Every propagator calculation of a molecular ionisation energy starts with a choice of how much of the self-energy to pay for. Today I put a price and an error on three choices, ADC(2), the 2ph-TDA and ADC(3), using a model whose full-CI answer we can write down.

## The construction

I use real Hartree-Fock spin orbitals, $i,j,k,l$ occupied ($o$ of them), $a,b,c,d$ virtual ($v$), $p,q,r,s$ general ($n=o+v$), and antisymmetrised integrals $\langle pq\|rs\rangle$. The Hamiltonian is $H_0+\lambda V$, with $H_0=\sum_p\varepsilon_p a_p^\dagger a_p$ and $V$ the fluctuation potential. Order means power of $\lambda$, and $\lambda=1$ is the molecule. The Dyson equation reads

$$G(\omega)=[\omega-\varepsilon-\Sigma(\infty)-M^+(\omega)-M^-(\omega)]^{-1},\qquad \Sigma_{pq}(\infty)=\lambda\sum_{rs}\langle pr\|qs\rangle(\rho-\rho^{\rm HF})_{sr},$$

where $\rho$ is the exact one-particle density matrix. $M^+$ has poles on the $(N_e+1)$-electron side and $M^-$ on the $(N_e-1)$-electron side. The algebraic diagrammatic construction of Schirmer, Cederbaum and Walter (1983) writes each part separately as $M=U^\dagger(\omega-K-C)^{-1}U$. $K$ is diagonal, $\varepsilon_a+\varepsilon_b-\varepsilon_i$ for 2p1h configurations in $M^+$ and $\varepsilon_i+\varepsilon_j-\varepsilon_a$ for 2h1p configurations in $M^-$. Insert $U=\lambda U_1+\lambda^2U_2+\dots$ and $C=\lambda C_1+\dots$, and set $g=(\omega-K)^{-1}$:

$$M^{(2)}=U_1^\dagger gU_1,\qquad M^{(3)}=U_2^\dagger gU_1+U_1^\dagger gU_2+U_1^\dagger gC_1gU_1 .$$

Now sort the time-ordered diagrams. Second order has one $\omega$-dependent denominator, so $U_{1;abi,p}=\langle ab\|pi\rangle$. In third order the extra vertex lies either between the two external vertices or outside them. Between them it gives two $\omega$-dependent denominators and defines $C_{1;IJ}=\pm(\langle\Phi_I|V|\Phi_J\rangle-\delta_{IJ}\langle\Phi_0|V|\Phi_0\rangle)$, with $\Phi_I$ the determinants of the block, $\Phi_0$ the Hartree-Fock determinant, plus for 2p1h and minus for 2h1p. Outside them, the vertex and its $\omega$-independent denominator form the amplitude $t^{ab}_{ij}=\langle ab\|ij\rangle/(\varepsilon_i+\varepsilon_j-\varepsilon_a-\varepsilon_b)$, and

$$U_{2;abi,p}=\tfrac12\sum_{kl}t^{ab}_{kl}\langle kl\|pi\rangle+\sum_{kc}\left(t^{bc}_{ik}\langle ak\|pc\rangle-t^{ac}_{ik}\langle bk\|pc\rangle\right).$$

The 2h1p coupling follows by exchanging particles and holes. It has the ladder $\tfrac12\sum_{cd}t^{cd}_{ij}\langle cd\|pa\rangle$ and two ring terms. Configurations 3p2h and 3h2p have couplings that start in second order, so they enter $M$ in fourth order. The static part must be treated too: $\rho-\rho^{\rm HF}$ starts in second order, so $\Sigma(\infty)$ starts in third, and a scheme without it is incomplete at that order. Partitioning shows that $G$ is the orbital block of $(\omega-B)^{-1}$ with

$$B=\begin{pmatrix}\varepsilon+\Sigma(\infty)&U^{+\dagger}&U^{-\dagger}\\U^+&K^++C^+&0\\U^-&0&K^-+C^-\end{pmatrix}.$$

$B$ is Hermitian, so all poles are real and of first order, with non-negative residues that sum to one. ADC(2) keeps $U_1$ alone and is the second-order self-energy. The 2ph-TDA adds $C_1$, and I define it without a static part. ADC(3) adds $U_2$ and the third-order $\Sigma(\infty)$. Main lines then carry errors of order $\lambda^3$, $\lambda^3$ and $\lambda^4$.

**Question.** Is the matching unique?

Only up to a rotation inside a block. For anti-Hermitian $X$, the change $U_2\to U_2+XU_1$, $C_1\to C_1+[X,K]$ leaves $M^{(3)}$ alone, because $g[X,K]g=Xg-gX$ cancels the two new coupling terms. Reading $C_1$ off the diagrams before any partial fractions are taken fixes the convention, and other choices differ from fourth order on. In our model each block is $1\times1$, so the freedom is absent.

## The solvable model

Take H$_2$ in a minimal basis, with orbitals $1=\sigma_g$ and $2=\sigma_u$. Typical STO-3G values at an assumed bond length of 74 pm, in units of $E_h=4.35974\times10^{-18}$ J, are $\varepsilon_1=-0.5782$, $\varepsilon_2=0.6703$, $J_{11}=0.6746$, $J_{12}=0.6636$, $J_{22}=0.6975$, $K_{12}\equiv\kappa=0.1813$. I treat them as exact definitions of the model. Besides $\kappa=0.790$ aJ, four combinations appear:

$$D=\varepsilon_2-\varepsilon_1=5.443\ {\rm aJ},\qquad \delta=\tfrac12(J_{11}+J_{22})-2J_{12}+\kappa=-2.005\ {\rm aJ},$$
$$\gamma=J_{22}-2J_{12}+\kappa=-1.955\ {\rm aJ},\qquad \eta=2J_{12}-\kappa-J_{11}=\gamma-2\delta=2.055\ {\rm aJ}.$$

Full CI mixes $|1\bar1|$ and $|2\bar2|$, which lie $2\Delta=2(D+\lambda\delta)$ apart and are coupled by $\lambda\kappa$. With $R=\sqrt{\Delta^2+\lambda^2\kappa^2}$ the correlation energy is $E_c=\Delta-R$, and the weight of $|2\bar2|$ is $s^2=(1-\Delta/R)/2$. For the $1\alpha$ orbital, symmetry leaves one cation state, $|\bar1|$, and one anion state, $|1\,2\bar2|$. With $x=\omega-\varepsilon_1$ their poles are $x_-=E_c$, of weight $1-s^2$, and $x_+=2D+\lambda\gamma-E_c$, of weight $s^2$. Inverting the two-pole function gives

$$G_{11}^{-1}=x-\sigma-\frac{U^2}{x-W},\qquad \sigma=\lambda\eta s^2,\qquad U=\frac{\lambda\kappa\,(x_+-x_-)}{2R},\qquad W=2D+\lambda\gamma-\sigma .$$

The exact self-energy therefore has the ADC form, with one 2p1h pole, and we can expand its three elements. The results are $U_1=\kappa$, $U_2=\kappa\eta/2D$, $C_1=\gamma$ and $\sigma_3=\kappa^2\eta/4D^2$. The general formula gives the same: with $t=-\kappa/2D$ the ladder contributes $tJ_{11}$ and the rings $t(\kappa-J_{12})$ and $-tJ_{12}$, which sum to $-t\eta$. At $\lambda=1$ we have $s^2=0.0127$ and $E_c=-89.7$ zJ, and the model's exact vertical ionisation energy is $-\varepsilon_1-E_c=2.610$ aJ (16.29 eV). The third-order elements are $U_1+U_2=0.940$ aJ against the exact 1.021 aJ, and $\sigma_3=10.8$ zJ against the exact 26.1 zJ.

Each method gives the lower root of a $2\times2$ matrix,

$$x=\tfrac12(\sigma+W)-\sqrt{\tfrac14(W-\sigma)^2+U^2},$$

and its error in the ionisation energy is $e=I_{\rm method}-I_{\rm FCI}=E_c-x$.

## How the error falls

The exact series is

$$E_c=-\frac{\lambda^2\kappa^2}{2D}+\frac{\lambda^3\kappa^2\delta}{2D^2}+\lambda^4\left(\frac{\kappa^4}{8D^3}-\frac{\kappa^2\delta^2}{2D^3}\right)+\dots$$

For the methods, iterate $x=\sigma-U^2/(W-x)$. ADC(2) has no third-order term, so $e=\lambda^3\kappa^2\delta/2D^2$. The 2ph-TDA has $x_3=\kappa^2\gamma/4D^2$, so $e=-\lambda^3\kappa^2\eta/4D^2$. In ADC(3), $U^2/W$ is $\lambda^2\kappa^2/2D$ times $(1+\lambda\eta/2D)^2/(1+\lambda\gamma/2D)$. In third order $x_3=\kappa^2(\eta-2\eta+\gamma)/4D^2=\kappa^2\delta/2D^2$, as required. In fourth order the bracket supplies $(\eta-\gamma)^2/4D^2=\delta^2/D^2$ and the $x$ in the denominator supplies $\kappa^4/8D^3$, which reproduces the exact term as well. The first error is

$$e_{\rm ADC(3)}=-\lambda^5\frac{\kappa^2\eta}{4D^2}\left(\frac{\delta}{D}\right)^2,$$

the 2ph-TDA error times $(\lambda\delta/D)^2$, with $(\delta/D)^2=0.136$. The table gives $e$ in zJ ($10^{-21}$ J). Koopmans means $x=0$.

| method | leading term | $\lambda=1/2$ | $\lambda=1$ | $\log_2$ of ratio |
|---|---|---|---|---|
| Koopmans | $-57.4\,\lambda^2$ | $-17.6$ | $-89.7$ | 2.35 |
| ADC(2) | $-21.1\,\lambda^3$ | $-3.22$ | $-32.6$ | 3.34 |
| 2ph-TDA | $-10.8\,\lambda^3$ | $-1.81$ | $-20.3$ | 3.48 |
| ADC(3) | $-1.47\,\lambda^5$ | $-0.0604$ | $-2.62$ | 5.44 |

The last column exceeds the nominal power because higher orders add with the same sign. The series for $E_c$ converges out to the branch points $R=0$, at $|\lambda|=D/\sqrt{\delta^2+\kappa^2}=2.53$. The attachment pole of $G_{22}$, which uses the 2h1p block, obeys the same formulas for $\varepsilon_2-\omega$ with $\gamma\to-\eta$ and $\eta\to-\gamma$, so its leading 2ph-TDA and ADC(3) terms are 0.951 times those above.

**Question.** A third-order method that is right in fourth order looks suspicious.

It is a cancellation peculiar to this model. Two fourth-order pieces are missing. The static one is $\sigma_4=-\kappa^2\eta\delta/2D^3$. The coupling $U_3=-\kappa\eta\delta/2D^2$ would shift $x$ by $-2\kappa U_3/2D=+\kappa^2\eta\delta/2D^3$, which is equal and opposite. The other fourth-order sources vanish: $C_2=0$, as $W$ shows, and four spin orbitals hold no 3p2h configuration. The pieces that cancel are large. The static part left out at $\lambda=1$ is 15.3 zJ. If you insert the exact $\sigma$ and keep the ADC(3) dynamic part, the error starts as $-7.98\,\lambda^4$ zJ and reaches $-17.7$ zJ. If you drop $\sigma$ altogether it is $+8.10$ zJ. I take 2.62 zJ as the model's number and 17.7 zJ as a warning of what fourth order can cost when nothing cancels.

**Question.** Why not solve the Dyson equation with the plain third-order self-energy?

That function is $\sigma_3+(\kappa^2+2\kappa U_2)/(x-2D)+\kappa^2\gamma/(x-2D)^2$. Its main root has an error of $-11.9$ zJ. The double pole makes the equation a cubic whose discriminant is negative here, so the anion line turns into a complex pair. The matrix form avoids this.

## How the work grows

I count multiply-adds in spin orbitals, with no use of spin, point group or locality, and leave out the Hartree-Fock step that all methods share. Let $P_o=o(o-1)/2$ and $P_v=v(v-1)/2$. The blocks have dimensions $N^+=oP_v$ and $N^-=vP_o$, and $B$ has $L=n+N^++N^-$. One root is found with $k$ products of $B$ with a vector by a Davidson-type method. I assume $k=20$. Each count is the number of output elements times the length of the sum.

1. Integral transformation over $m=n/2$ spatial orbitals: four quarter steps, $T=4m^5$. ADC(2) needs only integrals with an occupied index, so $T_2=4m^4(o/2)$ bounds it.
2. Applying $U$ and $U^\dagger$: $w_U=2n(N^++N^-)$ per product.
3. Applying $C_1$: ladders $oP_v^2+vP_o^2$ and rings $o^2v^3+o^3v^2$, so $w_C=oP_v^2+vP_o^2+no^2v^2$.
4. The coupling $U_2$. For one fixed $p$, the contractions with $t$ cost $\beta=N^+P_o+N^-P_v+o^2v^3+o^3v^2=n(P_oP_v+o^2v^2)$. Building and storing $U_2$ for all $p$ costs $n\beta$, a sixth power. Alternatively, contract the trial vector with the integrals first, at $\alpha=n(oP_o+vP_v+nov)$, and then with $t$. This is needed in both directions, so it costs $2k(\alpha+\beta)$, a fifth power. Storage wins roughly for $n<2k$.
5. The static part: the $oo$, $vv$ and $ov$ blocks of the second-order density cost $n(o^2P_v+v^2P_o)$ together, and the contraction with the integrals $n^4$. Call the sum $S$.

The totals are

$$\mathcal W_2=T_2+kw_U,\qquad \mathcal W_{\rm TDA}=T+k(w_U+w_C),\qquad \mathcal W_3=\mathcal W_{\rm TDA}+S+\min[n\beta,\,2k(\alpha+\beta)].$$

For full CI on the same footing, each of $\binom no$ determinants couples to $1+ov+P_oP_v$ determinants, itself included. The cation needs the same count with $o-1$ and $v+1$, and $\mathcal W_{\rm FCI}$ is $T$ plus $k$ times the sum of the two.

Memory, in 8-byte words, leaves out atomic-orbital integrals, which I take to be generated in batches. ADC(2) holds $U_1$ and $2k$ vectors, $n(N^++N^-)+2kL$. The 2ph-TDA adds $P_v^2+P_o^2+o^2v^2$ integrals. ADC(3) adds $P_oP_v$ amplitudes, and a second coupling array $n(N^++N^-)$ in the stored variant. Full CI holds $2k\binom no+\binom n2^2$.

To have cost and exact answer in one model, take $N$ infinitely separated H$_2$ molecules, so $o=v=m=q=2N$. With localised orbitals every integral and amplitude lives on one molecule. $U_1$, $U_2$ and $\Sigma(\infty)$ are connected products, so they link an orbital only to its own molecule, and $C_1$ keeps such configurations there. The errors in the first table thus hold for every $N$, while a dense program pays the full count. Entries are work / memory.

| method | $N=2$ | $N=5$ | $N=20$ |
|---|---|---|---|
| ADC(2) | $1.7\times10^4$ / $2.6\times10^3$ | $9.2\times10^5$ / $5.5\times10^4$ | $4.0\times10^8$ / $7.5\times10^6$ |
| 2ph-TDA | $6.6\times10^4$ / $3.0\times10^3$ | $5.9\times10^6$ / $6.9\times10^4$ | $5.7\times10^9$ / $1.1\times10^7$ |
| ADC(3) | $9.0\times10^4$ / $3.4\times10^3$ | $1.1\times10^7$ / $8.9\times10^4$ | $1.7\times10^{10}$ / $1.2\times10^7$ |
| full CI | $1.3\times10^5$ / $3.6\times10^3$ | $1.5\times10^{10}$ / $7.4\times10^6$ | $2.6\times10^{30}$ / $4.3\times10^{24}$ |

ADC(3) uses the stored coupling for $N=2$ and 5 and the factorised one for $N=20$. For large $q$ the three propagator counts tend to $2q^5$, $54q^5$ and $156q^5$. All are fifth powers, that of ADC(2) only through the transformation, since its iterations go as $q^4$. The full-CI dimension grows by a factor approaching 16 per added molecule.

**Question.** Nobody would run a dense program on separated molecules.

Agreed. A local program would make every row linear in $N$. The array is a ruler: the operation count is that of a compact molecule with the same $o$ and $v$, and the error is known exactly. It cannot tell you the error for that compact molecule, where more configurations couple and orbital relaxation, absent here by symmetry, enters.

**Question.** The wanted root lies inside the spectrum of $B$. Is $k=20$ safe?

It is an assumption. The root lies above the 2h1p and below the 2p1h eigenvalues, so the iteration has to follow it by overlap with the orbital. The larger counts scale almost linearly with $k$, and I trust no ranking that rests on a ratio below about 2. Full diagonalisation removes $k$ at a price of order $L^3$, a ninth power: for $N=20$, $L=62480$ and $L^3=2.4\times10^{14}$. It pays only when the whole satellite spectrum is wanted, and satellites are correct only through first order in the 2ph-TDA and ADC(3).

## Cheapest choice for a stated accuracy

At $\lambda=1$ the two tables give the following.

| tolerance on $\lvert e\rvert$ | $N=2$ | $N=5$ | $N=20$ |
|---|---|---|---|
| 100 zJ | Koopmans | Koopmans | Koopmans |
| 40 zJ | ADC(2) | ADC(2) | ADC(2) |
| 25 zJ | 2ph-TDA, full CI close | 2ph-TDA, ADC(3) close | 2ph-TDA |
| 5 zJ | ADC(3), full CI close | ADC(3) | ADC(3) |
| 1 zJ | full CI | full CI | none affordable |

The entries marked close deserve a word. For $N=2$ full CI costs 2.0 times the 2ph-TDA and 1.4 times ADC(3), so below 40 zJ I would take the exact answer. The ratio $\mathcal W_3/\mathcal W_{\rm TDA}$ is 1.4, 1.9 and 2.9 for the three sizes, so the 2ph-TDA is clearly the cheaper one only at $N=20$. There the step from ADC(2) to the 2ph-TDA multiplies the work by 14 and divides the error by 1.6. The next step multiplies the work by 2.9 and divides the error by 7.7, or by only 1.1 if the fourth-order cancellation is spoiled as before. Weaker coupling moves every boundary: at $\lambda=1/2$, ADC(2) meets 5 zJ, the 2ph-TDA meets 2 zJ and ADC(3) meets 0.1 zJ.

## Best choice inside a budget

| multiply-adds | $N=2$ | $N=5$ | $N=20$ |
|---|---|---|---|
| $10^7$ | full CI | 2ph-TDA, 20.3 zJ | Koopmans, 89.7 zJ |
| $10^9$ | full CI | ADC(3), 2.62 zJ | ADC(2), 32.6 zJ |
| $10^{10}$ | full CI | ADC(3), 2.62 zJ | 2ph-TDA, 20.3 zJ |
| $10^{11}$ | full CI | full CI | ADC(3), 2.62 zJ |

Three cells are marginal in the sense just stated: at $10^7$ ADC(3) for $N=5$ misses the budget by 11 per cent, and at $10^{10}$ full CI for $N=5$ and ADC(3) for $N=20$ miss it by less than a factor of 2. Memory barely separates the propagator rows when $o=v$. A cap of $10^6$ words rules out full CI at $N=5$, and a cap of $10^7$ words leaves only ADC(2) at $N=20$, by a narrow margin.

**Question.** Real basis sets have $v\gg o$. Does the ranking of costs survive?

The order does, and the gaps change. Take silane, SiH$_4$, with all 18 electrons correlated in an assumed basis of 90 spatial functions, so $o=18$ and $v=162$. The formulas give $4.2\times10^9$, $1.2\times10^{11}$ and $2.1\times10^{11}$ multiply-adds. The particle ladder $oP_v^2$ now leads, and the 2ph-TDA has to pay it too. It costs 28 times ADC(2), while ADC(3) costs only 1.8 times the 2ph-TDA. Memory is $5.7\times10^7$ words for ADC(2) and $2.4\times10^8$ for either of the others, because of the $P_v^2$ integrals. These are costs only, and I have shown no error for silane. What the count says is that once $C_1$ is paid for, completing third order adds less than a factor of 2, so the real decision is between ADC(2) and ADC(3), a factor of 51 apart.

**Question.** What happens when the bond is stretched?

The two determinants become degenerate, $\Delta\to0$ at $\lambda=1$, which means $\delta\to-D$. The factor $(\delta/D)^2$ that ADC(3) gains over the 2ph-TDA goes to one, and the radius of convergence becomes $D/\sqrt{D^2+\kappa^2}$, which is below one. Order counting then predicts nothing at $\lambda=1$. $B$ still has real poles and non-negative residues, but both selection tables have to be recomputed with the integrals of the new geometry.